## Where Al2Cu loses its stiffness along c

The row at zero strain looks wrong. Its sides still carry a stress xx of 0.18 GPa, while in the other rows this stress has relaxed to about 0.01 GPa or less. The reason is simple: this row is a single calculation on the given cell, whereas the others had their edges a and b and their atoms relaxed. It must be put on the same footing before any slope is taken through it.

Al2Cu (I4/mcm, 12-atom cell) strained along c, with a, b and the atoms relaxed except at zero strain, which is a single point. Ansatz 0.2.0, plane-wave PAW, scalar-relativistic PBEsol, 420 eV cutoff, 6×6×8 k mesh, Gaussian smearing of 0.1 eV. Energies (extrapolated to zero smearing) and volumes are relative to zero strain; stress is positive in compression.

| strain (%) | energy change (meV/atom) | volume change (%) | stress xx (GPa) | stress zz (GPa) |
| --- | --- | --- | --- | --- |
| -3 | 7.4 | -1.50 | -0.01 | 5.51 |
| -2 | 3.1 | -0.98 | 0.00 | 3.56 |
| -1 | 0.6 | -0.41 | 0.00 | 1.53 |
| 0 | 0.0 | 0.00 | 0.18 | -0.25 |
| 1 | 1.2 | 0.69 | 0.01 | -2.21 |
| 2 | 3.9 | 1.15 | -0.01 | -3.37 |
| 3 | 7.3 | 1.56 | 0.00 | -4.30 |

Stress counts as positive in compression. Letting the sides expand until stress xx vanishes also pulls on the c axis, and changes stress zz by $-2\nu$ times the stress released. Here $\nu$ is Poisson's ratio, the sideways contraction divided by the stretch, and the neighbouring rows give 0.23 for it. If the small forces left on the atoms are ignored, the corrected stress zz is $-0.25-2\times0.23\times0.18=-0.33$ GPa, very close to the midpoint of the two neighbours.

The stress-free length therefore lies near −0.2 % strain, slightly on the compressed side. This offset explains why a stretch of 1 % costs 0.6 meV/atom more than a compression of 1 %. Read alone, that difference would suggest a crystal that is stiffer in tension. The stress shows the opposite.

### The drop beyond +1 %

The stiffness $Y$ is the change of stress zz per unit strain, with its sign reversed. In each step from −3 to +1 % it lies between 186 and 203 GPa. In the next two steps it is only 116 and 93 GPa. The crystal thus keeps nearly the same stiffness over four steps and then loses almost half of it.

The energies confirm the loss. From +1 to +3 % the energy rises by 6.1 meV/atom, and the work done by the computed stress is 5.9. A small gap is expected, because the energies in the table are extrapolated to zero smearing, whereas the stress belongs to the smeared electrons. Had the crystal followed the straight line fitted to the relaxed rows up to +1 %, the work would have been 7.5. The softening therefore belongs to the computed energy surface and is not a fault of the stress alone.

### Stretched bonds

The tempting explanation is that stretched bonds grow weak. Atoms resist being pushed together more strongly than being pulled apart, so a crystal normally stiffens in compression and softens in tension. Over a few per cent of strain this change should be gradual, because each bond length changes only slightly from one row to the next. In its simplest form the stress is then a parabola in the strain, and the stiffness falls evenly.

A parabola fitted to the six relaxed rows gets the overall loss about right but puts it in the wrong place. It wants 226 GPa in the first step, where the calculation gives 195. Between the steps that end at +1 and +2 % it allows a fall of 23 GPa, and the calculation shows 72. Bond stretching surely contributes, but an even weakening produces neither the plateau nor the sudden drop.

### Yielding sides

A second explanation looks to the free sides. If they begin to give way more easily, the crystal can escape part of the load by contracting. For a strain $\varepsilon$ along c the sides change by $-\nu\varepsilon$, and the elastic constants $C_{ij}$ link strains to stresses. Sides free of stress require $C_{13}=\nu(C_{11}+C_{12})$, which leads to

$$Y=C_{33}-2\nu^2(C_{11}+C_{12}).$$

The last term is the relief that the sides provide. A series with clamped sides would lack it and would show $C_{33}$ itself.

Poisson's ratio does rise, from 0.236 between −3 and −1 % to 0.274 between +1 and +3 %. The row at zero strain gives a rough value for $C_{11}+C_{12}$. Its sides would have to expand by about 0.07 % to lie midway between those of its neighbours, and this would release the 0.18 GPa they carry, which makes about 250 GPa. With this value taken as constant, the extra relief is $2\times250\times(0.274^2-0.236^2)\approx10$ GPa. The loss to be explained is about 90 GPa. The sides take part, but the main cause must act on the resistance along c itself. That resistance also depends on how easily the aluminium atoms shift inside the cell, a part which these numbers cannot separate.

### Electrons at the Fermi level

The third explanation fits an abrupt change better. In a metal, strain along one axis raises some electron levels relative to others, depending on the direction in which the electrons move. Near the Fermi level, electrons then pass from the raised levels to the lowered ones. This saves an energy that grows with the square of the strain, so it reduces the stiffness. If a new group of levels reaches the Fermi level, the reduction can set in within a short range of strain.

The smearing term of the same runs gives the density of states near the Fermi level, as sampled on the mesh. It rises from 2.8 to 3.6 states per eV and cell between +1 and +2 %, just where the stiffness drops. For these added states to cause the whole loss, their levels would have to shift apart by roughly 0.1 eV per 1 % of strain. That is a plausible size for a metal with broad bands.

Yet the number of states cannot be the whole rule. At −3 % the density is higher still, 4.9 states per eV and cell, and the crystal is not soft there. From −3 to 0 % it falls to 2.8, while the stiffness hardly changes. What counts is how differently the levels move, and the outputs do not give the shifts of single levels. Perhaps the normal stiffening of compressed bonds hides an electronic softening on that side, while in tension the two effects add. This would account for both the plateau and the drop, but it remains a guess.

The estimated shift also points to a possible artefact. It is as large as the smearing width, so one strain step can carry a group of levels into or out of the range where occupations change. On a coarse mesh such a group may stand for a large part of the Fermi surface, and its passage then looks more abrupt than it would in the real metal. A denser mesh would decide: a drop caused by a real band crossing would remain, while one caused by coarse sampling would fade. No such run is at hand.

For a stress model of a part that contains Al2Cu, neither the plateau value nor the softened one should be used until that test is made, since both come from the same mesh. Nor does the drop by itself show the onset of damage, since the pull along c still grows up to +3 %. Whether the crystal would give way through a distortion that breaks its symmetry was not tested, because the relaxations kept that symmetry.

For the computed curve, the numbers thus rule out an even weakening of bonds and yielding sides as sufficient causes. They leave an electronic change as the best candidate, though not a proven one, and an easier shift of the aluminium atoms remains an untested rival. If the drop fades on a denser mesh, an even weakening may still be enough for the real crystal. The fits and the step-by-step stiffness are in the output printed below.

Output of the analysis:

```
fit of stress_zz_curve on 6 rows (relaxed): constant -0.4236 +/- 0.15, coefficient of st -1.68 +/- 0.041, coefficient of st**2 0.1165 +/- 0.027; rms 0.152, worst 1 0.223, leave-one-out rms 0.408
  rows outside the fit (model, value, miss): 0 -0.4236, -0.25, -0.174
fit of stress_zz_curve on 4 rows (relaxed & (st < 1.5)): constant -0.3171 +/- 0.046, coefficient of st -1.932 +/- 0.024; rms 0.0497, worst -1 0.0846, leave-one-out rms 0.133
  rows outside the fit (model, value, miss): 0 -0.3171, -0.25, -0.0671; 2 -4.181, -3.37, -0.811; 3 -6.112, -4.3, -1.81
Stiffness over the step ending at each row:
  row  sideways strain %  corrected stress zz GPa  stiffness GPa  parabola stiffness GPa
   -3             0.7702                     5.51            n/a                     n/a
   -2             0.5191                     3.56            195                   226.2
   -1             0.2975                     1.53            203                   202.9
    0                  0                  -0.3312          186.1                   179.6
    1            -0.1536                    -2.21          187.9                   156.3
    2            -0.4175                    -3.37            116                     133
    3            -0.7015                     -4.3             93                   109.7
Poisson ratio from -3 to -1 %: 0.2363
Poisson ratio from -1 to +1 %: 0.2256
Poisson ratio from +1 to +3 %: 0.274
Midpoint of stress zz at -1 and +1 %, GPa: -0.34
Strain of zero stress zz between relaxed rows, %: -0.1818
Stiffness of straight line up to +1 %, GPa: 193.2
Stiffness from +1 to +3 %, GPa: 104.5
Loss of stiffness, %: 45.9
Parabola softening per % of strain, %: 13.87
Energy at +1 less energy at -1 %, meV/atom: 0.6
Same difference expected from the stress offset, meV/atom: 0.6133
Energy at +3 less energy at -3 %, meV/atom: -0.1
Work of the stress from +1 to +3 %, meV/atom: 5.92
Energy rise from +1 to +3 %, meV/atom: 6.1
Work had the stiffness stayed steady, meV/atom: 7.468
Softening by larger Poisson ratio with rough C11+C12 of 250 GPa, GPa: 9.595
Sampled states per eV and cell at -3 %: 4.921
Sampled states per eV and cell at +1 %: 2.816
Sampled states per eV and cell at +2 %: 3.61
Spread of level shifts per unit strain needed for the loss, order only, eV: 11.05
```
